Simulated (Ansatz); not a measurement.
KCdF3: pressure and energy above lowest point against volume scale

Results calculated with Ansatz 0.2.0, not measured. Free energy against uniform scaling of the volume at fixed shape and fractions; periodic cell, basis, potentials, k mesh and filling as listed.

The cell before it is scaled or strained (space group Pm-3m, No. 221):
```
CELL_PARAMETERS angstrom
4.38210 0.00000 0.00000
0.00000 4.38210 0.00000
0.00000 0.00000 4.38210
ATOMIC_POSITIONS crystal
K 0.00000 0.00000 0.00000
Cd 0.50000 0.50000 0.50000
F 0.00000 0.50000 0.50000
F 0.50000 0.00000 0.50000
F 0.50000 0.50000 0.00000
```

Settings of every row: functional PBEsol; dispersion D4; potentials PAW; wave cutoff 450 eV; density cutoff 1800 eV; k mesh 4x4x4; k shift 0x0x0; occupations fixed; smearing width 0 eV; spin none; SCF threshold exponent -10.

Limits: the cell comes from a prototype or a list of computed structures and needn't be the stable phase.

| row | volume scale | V (Å³/atom) | pressure (GPa) | energy above lowest point (meV/atom) |
| --- | --- | --- | --- | --- |
| 1 | 0.88 | 14.81 | 10.33 | 53.9 |
| 2 | 0.92 | 15.483 | 5.84 | 20.3 |
| 3 | 0.96 | 16.157 | 2.31 | 3.5 |
| 4 | 1 | 16.83 | -0.47 | 0 |
| 5 | 1.04 | 17.503 | ? | ? |
| 6 | 1.08 | 18.176 | -4.4 | 21.7 |
| 7 | 1.12 | 18.849 | -5.76 | 43.2 |

Question: what pressure and energy above lowest point should row 5 give?

Worked fit of pressure. Take u = (V_r/V)^(2/3) − 1 with V_r = 16.493 Å³ an atom, which is twice the finite (Eulerian) strain; such expansions in the strain, on which the Birch-Murnaghan equation of state is built, carry the rest volume and the bulk modulus. The shown rows have u = 0.07439, 0.04303, 0.01382, -0.01339, -0.06272, -0.08517. Least squares give pressure = 0.837 + 102.01 × u + 317.8 × u² + 351 × u³ GPa; a parabola predicts inner rows, each left out in turn, worse (root mean square 0.053 against 0.0062 GPa). All shown rows lie on it to the printed digit. The pressure vanishes at u = -0.0084, or V = 16.7 Å³ an atom, and there the bulk modulus at fixed shape and fractions is B = −V dP/dV = (2/3)(1 + u) dP/du = 63.9 GPa. The withheld row has u = -0.03885, so the fit gives 0.837 + 102.01 × (-0.03885) + 317.8 × (-0.03885)² + 351 × (-0.03885)³ = -2.67 GPa.

The calculation gave -2.66 GPa. The fit lies 0.01 GPa (0.062 % of the column's range) below it, one unit of the last digit.

Worked fit of energy above lowest point. Take u = (V_r/V)^(2/3) − 1 with V_r = 16.493 Å³ an atom, which is twice the finite (Eulerian) strain; such expansions in the strain, on which the Birch-Murnaghan equation of state is built, carry the rest volume and the bulk modulus. The shown rows have u = 0.07439, 0.04303, 0.01382, -0.01339, -0.06272, -0.08517. Least squares give energy above lowest point = 0.28 + 127.4 × u + 7712 × u² + 3552 × u³ meV/atom; a parabola predicts inner rows, each left out in turn, worse (root mean square 0.55 against 0.09 meV/atom). The rows lie off it by 0.0, 0.0, 0.0, 0.1, -0.1, 0.0. Its lowest point lies at u = -0.0083, or V = 16.7 Å³ an atom, and the curvature there gives the bulk modulus at fixed shape and fractions, B = (4/9)(1 + u)² E″(u)/V = 63.9 GPa. The withheld row has u = -0.03885, so the fit gives 0.28 + 127.4 × (-0.03885) + 7712 × (-0.03885)² + 3552 × (-0.03885)³ = 6.8 meV/atom.

The calculation gave 6.8 meV/atom. The fit meets it to the printed digit.
